**How far does a tantalum atom behave as if on a spring?**

An atom in a crystal sits where the pushes and pulls of its neighbours cancel. Move it a little and they no longer cancel, and the atom is driven back. The simplest picture of this is a spring whose force grows in proportion to the displacement. The table follows one Ta atom of Ta3Ru as it is pushed along a cube axis, and leaves two displacements open. What force, energy and pressure belong there, and where would a simple spring give itself away?

Ta3Ru (undisplaced: D0_3 type, Fm-3m, a = 6.392 Å) was computed in Ansatz 0.2.0 with PBEsol, scalar-relativistic plane-wave PAW, no spin polarisation, a 420 eV cutoff, a 14×14×14 k mesh and 0.15 eV Gaussian smearing. One Ta atom per four-atom cell moves along Cartesian y, all else fixed. Free energies are relative to the undisplaced cell, pressures positive in compression.

```
displacement (Å)  energy change (eV a cell)  force along direction (eV/Å summed over the moved atoms)  pressure (GPa)
            -0.1                      0.085                                                     1.699            0.59
           -0.06                      0.031                                                     1.026            0.29
           -0.02                      0.003                                                     0.343            0.14
               0                      0.000                                                     0.000            0.12
            0.03                      0.008                                                    -0.514            0.16
            0.04                      0.014                                                    -0.686            0.19
            0.05                      0.021                                                    -0.856            0.24
            0.07                      0.042                                                    -1.196            0.35
            0.08                          ?                                                         ?               ?
            0.09                          ?                                                         ?               ?
```

The moved atom recurs in every cell of four atoms, so a whole sublattice of Ta shifts against the rest. The shift lowers the symmetry of the crystal. The PBEsol runs used PAW datasets made for PBE, which may slightly affect the size of the forces. The energy is counted per cell, and the force is minus its slope. The pressure is not zero even without displacement. Those 0.12 GPa are a small stress left in the starting cell, and only the rise above them belongs to the motion.

**Symmetry fixes the form of the curve**

The crystal has two kinds of Ta site, and the forces on the atoms held fixed show which one is moved here. The other two Ta atoms feel equal forces, as they must if the moved atom is the one with eight Ta atoms as nearest neighbours. A half-turn of the crystal about a perpendicular cube axis through this atom exchanges forward and backward. The energy must therefore be the same on both sides, and only even powers of the displacement u can appear in it:

E = ku²/2 + qu⁴/4

F = −ku − qu³

Here E is the energy change, F the force along the direction, k the spring constant for very small displacements, and q the first correction to it. For this atom the same holds along the body diagonal of the cube, where a Ta neighbour lies both ahead and behind. The other kind of Ta site is different: along its diagonal a Ru neighbour lies on one side and a Ta neighbour on the other, so a term in u³ is allowed.

The forces show that the correction is real but small. Force divided by displacement is 17.15 eV/Å² at −0.02 Å and 16.99 eV/Å² at −0.1 Å, a softening of about 1 %. Rounding of the forces blurs the first of these values by less than 0.03 eV/Å², so it cannot produce the difference.

Geometry alone explains little of this. The eight nearest neighbours sit at the corners of a cube, and the atom heads for the gap between four of them. The bonds ahead turn away from its path and resist less, but the bonds behind turn into it and resist more, so the two effects nearly cancel. If the eight bonds were equal ideal springs, unstrained at the start, the force per displacement would fall by only about 0.09 % at 0.1 Å, roughly a tenth of what is seen. The forces on the atoms held fixed show where the rest appears. Between −0.02 and −0.1 Å, the force per displacement on each of the other two Ta atoms falls from 6.68 to 6.54 eV/Å², while that on the Ru atom rises from 3.80 to 3.91 eV/Å². So the pull between Ta and Ta softens, while the pull between Ta and Ru stiffens and offsets part of it. Six Ru atoms surround the moved atom at 3.20 Å, two of them straight ahead and behind and four to the side. Whether the Ta bonds soften through their change of length or through a wider response of the electrons, these forces do not tell.

**Why the pressure rises**

A displaced atom also changes how hard the crystal presses outward, and two effects compete. When the cell expands, the displaced atom is carried along, so u grows with the cell and the spring is stretched further. That costs energy and acts against expansion. But the spring itself may weaken as the atoms move apart, which lowers the energy and favours expansion.

Let V be the cell volume, and let g be the percentage by which k rises when the volume shrinks by one per cent. Since u² grows as V^(2/3), the derivative of ku²/2 with respect to volume gives

P − P₀ = (ku²/2V)(g − 2/3)

where P is the pressure and P₀ its value without displacement. If k did not depend on volume, g would be zero and the pressure would fall by 0.14 GPa at −0.1 Å. The calculation gives a rise of 0.47 GPa instead, which corresponds to g ≈ 2.9. This value is inferred from the pressures through the formula; calculations at other volumes would be needed to test it.

An outward push does not need a lopsided well. Here the well is symmetric along the line of motion, yet the displaced atoms push outward, because their springs are softer in a larger cell. The same dependence of spring constants on volume, taken over all vibrations, governs ordinary thermal expansion.

**The forecast**

The constants k and q were fitted to the eight known forces, and the energy then follows from the same two constants. The pressure was fitted separately as a constant plus a term in u². Because the two sides are equivalent, the known points at 0.07 and −0.1 Å enclose the open ones in size, and the forecast is an interpolation.

The force at 0.09 Å shows the steps. The fit gives k = 17.17 eV/Å² and q = −17.54 eV/Å⁴. The spring term has the size 17.17 × 0.09 = 1.545 eV/Å, and the correction takes away 17.54 × 0.09³ = 0.013 eV/Å. That leaves 1.532 eV/Å, directed back towards the starting point. The full forecast is:

At 0.08 Å: force −1.364 ± 0.002 eV/Å, energy 0.055 ± 0.001 eV, pressure 0.42 ± 0.01 GPa.

At 0.09 Å: force −1.532 ± 0.002 eV/Å, energy 0.069 ± 0.001 eV, pressure 0.50 ± 0.01 GPa.

The ranges allow for rounding and for small errors of the fits. A strictly linear spring, adjusted only to displacements up to 0.05 Å, should give too strong a force: −1.371 and −1.542 eV/Å. The pressure should go on rising as the square of the displacement.

The withheld rows as computed:

```
displacement (Å)  energy change (eV a cell)  force along direction (eV/Å summed over the moved atoms)  pressure (GPa)
            0.08                      0.055                                                    -1.364            0.42
            0.09                      0.069                                                    -1.532            0.50
```

**What the hits are worth**

All six values fall within their ranges, and they agree with the forecast to the last printed digit. The linear spring does overshoot, by 0.007 eV/Å at the first point and 0.010 eV/Å at the second. Both misses exceed the range of 0.002 eV/Å allowed for the forecast. The force therefore tells a spring that softens from one that does not, although neither point took part in the fit.

The energies are a much weaker test. At 0.09 Å the correction changes the energy by only 17.54 × 0.09⁴/4 = 0.0003 eV, which is less than the last printed digit. A plain spring with the same k would have passed as well. For anyone who extracts spring constants from such scans, the lesson is to look at the forces: at small displacements they reveal a departure from the simple law that rounded energies conceal.

The success also has a limited reach. It confirms a smooth curve between known points, and leaves open what happens beyond 0.1 Å. Nor does the restoring force prove that the crystal is stable, because other atoms could move together in a pattern that lowers the energy. For the same reason k is not yet a vibration frequency, which depends on how all the atoms move and on their masses. The printed output after this text gives the fits and each miss.

Numerical output:

```
fit of F on 8 rows: coefficient of u -17.17 +/- 0.0046, coefficient of u3 17.54 +/- 0.65; rms 0.0003, worst 0.03 -0.000514, leave-one-out rms 0.000661
  rows outside the fit (model, value, miss): 0.08 -1.364, -1.364, -0.000322; 0.09 -1.532, -1.532, -0.000179
fit of pressure on 8 rows: constant 0.1193 +/- 0.0013, coefficient of u2 47.1 +/- 0.29; rms 0.0022, worst 0.04 0.00465, leave-one-out rms 0.00264
  rows outside the fit (model, value, miss): 0.08 0.4207, 0.42, 0.000732; 0.09 0.5008, 0.5, 0.000804
restoring force per displacement at -0.02 A, eV/A^2: 17.15
restoring force per displacement at -0.1 A, eV/A^2: 16.99
softening between these two rows, percent: 0.9329
spring constant k at vanishing displacement, eV/A^2: 17.17
cubic part of the force at 0.08 and 0.09 A, eV/A: 0.008979, 0.01278
largest gap between integrated force law and known energies, eV: 0.0004326
error bar of the force forecasts, eV/A: 0.002
error bar of the energy forecasts, eV: 0.001
error bar of the pressure forecasts, GPa: 0.01
energy forecast at 0.08 and 0.09 A, eV: 0.05475, 0.06924
computed energy at 0.08 and 0.09 A, eV: 0.055, 0.069
energy forecast less computed value, eV: -0.0002476, 0.0002357
linear spring constant from displacements up to 0.05 A, eV/A^2: 17.13
linear-spring force at 0.08 and 0.09 A, eV/A: -1.371, -1.542
linear-spring force less computed value at 0.08 and 0.09 A, eV/A: -0.006667, -0.01
linear-spring force less computed value at -0.1 A, eV/A: 0.01433
percent rise of k for one percent less volume (g): 2.903
pressure change at -0.1 A if k did not depend on volume, GPa: -0.1397
computed pressure change at -0.1 A, GPa: 0.47
```
